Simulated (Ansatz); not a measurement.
A series in volume per atom on HgPd

All results are calculated (Ansatz 0.2.0). Periodic Kohn-Sham DFT of a crystal at fixed atoms; pressure and stress are positive in compression; the energy is the free energy less that of spherical unpolarised free atoms; site moments are those in the method's own spheres, positive along +z.

Cell of the first row (space group P4/mmm, No. 123):
```
CELL_PARAMETERS angstrom
2.96810 0.00000 0.00000
0.00000 2.96810 0.00000
0.00000 0.00000 3.61660
ATOMIC_POSITIONS crystal
Hg 0.00000 0.00000 0.00000
Pd 0.50000 0.50000 0.50000
```

Settings of every row: method all-electron LAPW; functional PBEsol; relativity scalar; k mesh 11x11x9; filling fermi-dirac; smearing width 0.05 eV; basis error target 0.5 meV/atom; nucleus gaussian.

Atom start moment: 0 on all atoms.

Limits: no spin-orbit coupling on heavy atoms.

| row | volume per atom (Å³) | pressure (GPa) | energy less free atoms (eV/atom) |
| --- | --- | --- | --- |
| 1 | 15.931 | 10.875 | -2.7298 |
| 2 | 16.27 | 6.769 | -2.7483 |
| 3 | 16.608 | ? | ? |
| 4 | 16.778 | 1.553 | -2.7613 |
| 5 | 16.947 | 0.035 | -2.7621 |
| 6 | 17.117 | -1.384 | -2.7614 |
| 7 | 17.286 | -2.709 | -2.7592 |
| 8 | 17.625 | -5.103 | -2.7509 |
| 9 | 17.964 | -7.189 | -2.7378 |

Question: what pressure and energy less free atoms should row 3 give?

Worked fit of pressure. Take u = (V_r/V)^(2/3) − 1 with V_r = 17.032 Å³ an atom, which is twice the finite (Eulerian) strain; such expansions in the strain, on which the Birch-Murnaghan equation of state is built, carry the rest volume and the bulk modulus. The shown rows have u = 0.04556, 0.03098, 0.01007, 0.00334, -0.00331, -0.00982, -0.02256, -0.03489. Least squares give pressure = −0.6863 + 213.99 × u + 827.25 × u² + 1010 × u³ GPa; a parabola predicts inner rows, each left out in turn, worse (root mean square 0.016 against 0.0027 GPa). The rows lie off it by -0.001, 0.002, 0.000, -0.003, 0.002, 0.000, 0.001, -0.001. The pressure vanishes at u = 0.0032, or V = 16.95 Å³ an atom, and there the bulk modulus at fixed shape and fractions is B = −V dP/dV = (2/3)(1 + u) dP/du = 147 GPa. Letting shape and atoms relax would as a rule lower it, by much in layered, chain or molecular crystals. The withheld row has u = 0.01695, so the fit gives −0.6863 + 213.99 × (0.01695) + 827.25 × (0.01695)² + 1010 × (0.01695)³ = 3.183 GPa.

The calculation gave 3.176 GPa. The fit lies 0.007 GPa (0.039 % of the column's range) above it; its largest miss of a shown row is 0.003 GPa.

Worked fit of energy less free atoms. Take u = (V_r/V)^(2/3) − 1 with V_r = 17.032 Å³ an atom, which is twice the finite (Eulerian) strain; such expansions in the strain, on which the Birch-Murnaghan equation of state is built, carry the rest volume and the bulk modulus. The shown rows have u = 0.04556, 0.03098, 0.01007, 0.00334, -0.00331, -0.00982, -0.02256, -0.03489. Least squares give energy less free atoms = −2.76194 − 0.1077 × u + 17.224 × u² + 13.8 × u³ eV/atom; a parabola predicts inner rows, each left out in turn, worse (root mean square 0.00022 against 4.5e-05 eV/atom). All shown rows lie on it to the printed digit. Its lowest point lies at u = 0.0031, or V = 16.95 Å³ an atom, and the curvature there gives the bulk modulus at fixed shape and fractions, B = (4/9)(1 + u)² E″(u)/V = 147 GPa. Letting shape and atoms relax would as a rule lower it, by much in layered, chain or molecular crystals. The withheld row has u = 0.01695, so the fit gives −2.76194 − 0.1077 × (0.01695) + 17.224 × (0.01695)² + 13.8 × (0.01695)³ = -2.7587 eV/atom.

The calculation gave -2.7588 eV/atom. The fit lies 0.0001 eV/atom (0.31 % of the column's range) above it, one unit of the last digit.
